**Question.** My AFQMC trial for stretched H$_2$ is a number-projected BCS state, and at 2.0 Å the local energy is identical for all walkers. What happens, in sign and size, if I (1) stretch to 2.5 Å and reoptimise $F$, (2) stretch with the old $F$, (3) cut $F$ to rank one, or (4) apply a field?

**Answer.**

**Formulas.** Take $|T\rangle=(\sum F_{pq}a^\dagger_{p\uparrow}a^\dagger_{q\downarrow})^n|0\rangle$, orthonormal orbitals, and a walker with orbital matrices $\Phi_\sigma$, up creators to the left. Expanding both states in minors gives

$$\langle T|\phi\rangle=n!\,(-1)^{n(n-1)/2}\det A,\qquad A=\Phi_\uparrow^TF^*\Phi_\downarrow .$$

Averages mean $\langle T|\cdot|\phi\rangle/\langle T|\phi\rangle$. Replace $\Phi_\sigma\to(1+\lambda_\sigma e_pe_q^T)\Phi_\sigma$ and differentiate $\det A$. With $M=\Phi_\downarrow A^{-1}\Phi_\uparrow^T$,

$$G^\uparrow_{pq}=\langle a^\dagger_{p\uparrow}a_{q\uparrow}\rangle=(F^*M)_{pq},\qquad G^\downarrow_{rs}=(MF^*)_{sr},$$

$$\langle a^\dagger_{p\uparrow}a_{q\uparrow}a^\dagger_{r\downarrow}a_{s\downarrow}\rangle=G^\uparrow_{pq}G^\downarrow_{rs}+P_{pr}M_{sq},\qquad P=F^*-F^*MF^* .$$

**Model** (atomic units here). Put one normalised Gaussian $e^{-\alpha r^2}$ on each atom, with $\alpha=8/9\pi$, the variational optimum for H. With $S=e^{-\alpha R^2/2}$, $V(x)=\mathrm{erf}(\sqrt\alpha\,x)/x$ and $W(x)=\mathrm{erf}(\sqrt{2\alpha}\,x)/x$:

$$h_{aa}=\tfrac32\alpha-W(0)-W(R),\qquad h_{ab}=S\left[\tfrac32\alpha-\tfrac12\alpha^2R^2-2W(R/2)\right],$$

$$(aa|aa)=V(0),\quad(aa|bb)=V(R),\quad(aa|ab)=SV(R/2),\quad(ab|ab)=S^2V(0).$$

For $g,u=(a\pm b)/\sqrt{2(1\pm S)}$, the configurations $gg$ and $uu$ have energies $E_g$ and $E_g+2\Delta$, coupled by $K=(gu|gu)=[V(0)-V(R)]/[2(1-S^2)]$. The full-CI ground state is the geminal $F=\mathrm{diag}(1,-c)$, with $c=(\sqrt{\Delta^2+K^2}-\Delta)/K$ and $E_0=E_g-cK$.

| $R$ (Å) | $K$ (eV) | $\Delta$ (eV) | $c$ |
|---|---|---|---|
| 2.0 | 4.664 | 3.355 | 0.5125 |
| 2.5 | 5.297 | 1.587 | 0.7443 |

For a trial $\mathrm{diag}(1,-f)$ and a walker $\Phi_\sigma=(1,y_\sigma)^T$, $A=1-fw$ with $w=y_\uparrow y_\downarrow$. All numbers are the model's.

**1. Stretch, reoptimise.** *Reasoning:* $E_L=E_0$ stays walker-independent. The pairing contraction should grow more negative, because $\Delta$ collapses with $S$ and $c\to1$; its ceiling in magnitude is $K\approx[V(0)-1/R]/2\approx5.3$ eV. *Calculation:* for the walker $y_\sigma=0$, $M=\mathrm{diag}(1,0)$ and $P=\mathrm{diag}(0,-c)$. The $G$ terms give $E_g$ and the pairing term gives $-cK$, the whole correlation energy: $-2.39$ eV at 2.0 Å, $-3.94$ eV at 2.5 Å.

**2. Stretch, frozen $F$.** *Reasoning:* the stale trial has too little $uu$, so it overlaps the excited state $c\,gg+uu$ with amplitude $c-f>0$. The walker's amplitude there is $c+w$, which fixes the sign when $A>0$. Expect about $K(c-f)$, an eV, at $w=0$, and a smaller negative shift for the spin-separated walker $y_\uparrow=-y_\downarrow=1$, whose $w=-1$ lies near $-c$. *Calculation:* parity removes $gu$ and $ug$, and $2\Delta+cK=K/c$ gives exactly

$$E_L-E_0=\frac{K(c-f)(1+w/c)}{1-fw}.$$

With $f=0.5125$ at 2.5 Å this is $+1.23$ eV for $w=0$ and $-0.28$ eV for $w=-1$. Zero variance is lost at first order in $c-f$.

**3. Rank one at 2.0 Å.** *Reasoning:* $f=0$ is the restricted Hartree–Fock determinant, so $P=0$ and Wick's theorem suffices. The $w=0$ walker loses its correlation energy; for $w=-1$ the amplitude $c+w$ is opposite and nearly equal, so the shift should nearly mirror. *Calculation:* $E_L-E_0=K(c+w)$, which is $+2.39$ and $-2.27$ eV.

**4. Axial field, frozen $F$.** Take $\mathcal E=0.1$ V/Å, of the order of the typical breakdown field of gate SiO$_2$, with electron energy $+e\mathcal Ez$ and atom $a$ at $z=+R/2$. *Reasoning:* a walker leaning to $a$, $y_\sigma=0.5$, shifts up. The scale is $e\mathcal Ed\,(y_\uparrow+y_\downarrow)=0.10$ eV at 2.0 Å, where $d=\langle g|z|u\rangle=R/(2\sqrt{1-S^2})=1.01$ Å. The geminal suppresses ionic weight, so the shift should be smaller and fall on stretching. *Calculation:* $G^\uparrow_{gu}=y_\uparrow/A$, $G^\uparrow_{ug}=-cy_\downarrow/A$, and likewise with spins swapped, so exactly

$$\delta E_L=e\mathcal Ed\,\frac{(1-c)(y_\uparrow+y_\downarrow)}{1-cw}.$$

This is $+0.056$ eV at 2.0 Å and $+0.039$ eV at 2.5 Å (each with its own zero-field $c$). It vanishes for $y_\uparrow=-y_\downarrow$ and is odd under $y_\sigma\to-y_\sigma$: the local-energy spread is linear in $\mathcal E$, while parity makes the ground-state shift quadratic.